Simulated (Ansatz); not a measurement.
# A ladder of methods for SnTe (SMILES [Sn][Te])

SnTe has 2 atoms, charge 0, and is taken as a singlet. As SMILES, `[Sn][Te]`. Geometry: relaxed at PBE0-D4/def2-TZVP.

```jsonl
{"atom": "Sn", "x (Å)": "0.0000", "y (Å)": "0.0000", "z (Å)": "0.0094"}
{"atom": "Te", "x (Å)": "0.0000", "y (Å)": "0.0000", "z (Å)": "2.5273"}
```

Each level gives the energy change with the Sn1–Te2 bond stretched from 2.518 to 5.074 Å (eV). The values are calculated.

```tsv
level	kind	program	value (eV)	less FCI/STO-3G	CPU time (all runs)
HF/STO-3G (restricted)	Hartree–Fock	Ansatz	7.43	+2.36	2.1 s
revPBE/STO-3G (restricted)	GGA	Ansatz	6.95	+1.88	9.1 s
r2SCAN/STO-3G (restricted)	meta-GGA	Ansatz	7.56	+2.49	20 s
B3LYP/STO-3G (restricted)	global hybrid	Ansatz	7.81	+2.74	7.8 s
PBE0/STO-3G (restricted)	global hybrid	Ansatz	8.32	+3.25	9.6 s
wB97M-V/STO-3G (restricted)	range-separated hybrid	Ansatz	8.22	+3.15	24 s
RPA@PBE/STO-3G (restricted)	RPA	Ansatz	4.08	-0.99	10 s
MP2/STO-3G (restricted)	perturbation theory	Ansatz	8.28	+3.21	6.7 s
BCCD(T)/STO-3G (restricted)	coupled cluster or CI	Ansatz	7.85	+2.78	6 s
FCI/STO-3G	exact in the basis	Ansatz	5.07	0.00	13 s
```

FCI/STO-3G is exact within its basis and frozen core, so for wave-function methods in that basis the difference is their error; functionals converge differently with the basis, so for them it is only a difference. A spin-restricted reference rises too steeply as a bond breaks; here HF/STO-3G, revPBE/STO-3G, r2SCAN/STO-3G, B3LYP/STO-3G, PBE0/STO-3G, wB97M-V/STO-3G, MP2/STO-3G, BCCD(T)/STO-3G lie well above the multireference or unrestricted value. All-electron rows without a relativistic Hamiltonian named are non-relativistic. The first shape isn't each level's own minimum. The values span 4.08 to 8.32 eV. All rows use very small basis sets, so none should be taken for the real molecule's value. In the correlated wave-function rows the outer d shell of Sn, Te is correlated, in sets not made for it. Times are those of the runs behind each value, whatever else they computed, on shared processors of several kinds: orders of magnitude only.

Adding dynamic correlation to the restricted determinant doesn't repair the stretched bond: MP2 and BCCD(T) exceed FCI by 3.21 and 2.78 eV, more than Hartree–Fock does at 2.36 eV. SnTe is a heavier valence analogue of CO, with σ and π bonding built from the p shells. Pulling it apart leaves two open-shell atoms whose triplets couple to an overall singlet, which takes several determinants of similar weight. The perturbative and coupled-cluster corrections probably stabilise the compact molecule more than the stretched one, where the reference itself is poor.

Among the functionals, the hybrids lie above revPBE and r2SCAN, but Hartree–Fock, with full exact exchange, falls below r2SCAN, so the exchange fraction alone doesn't set the order. RPA is the only level below FCI, which suggests that its summed ring diagrams capture part of the left–right correlation, though not in a balanced way. With only two geometries, the energy change can't be equated with a dissociation energy.
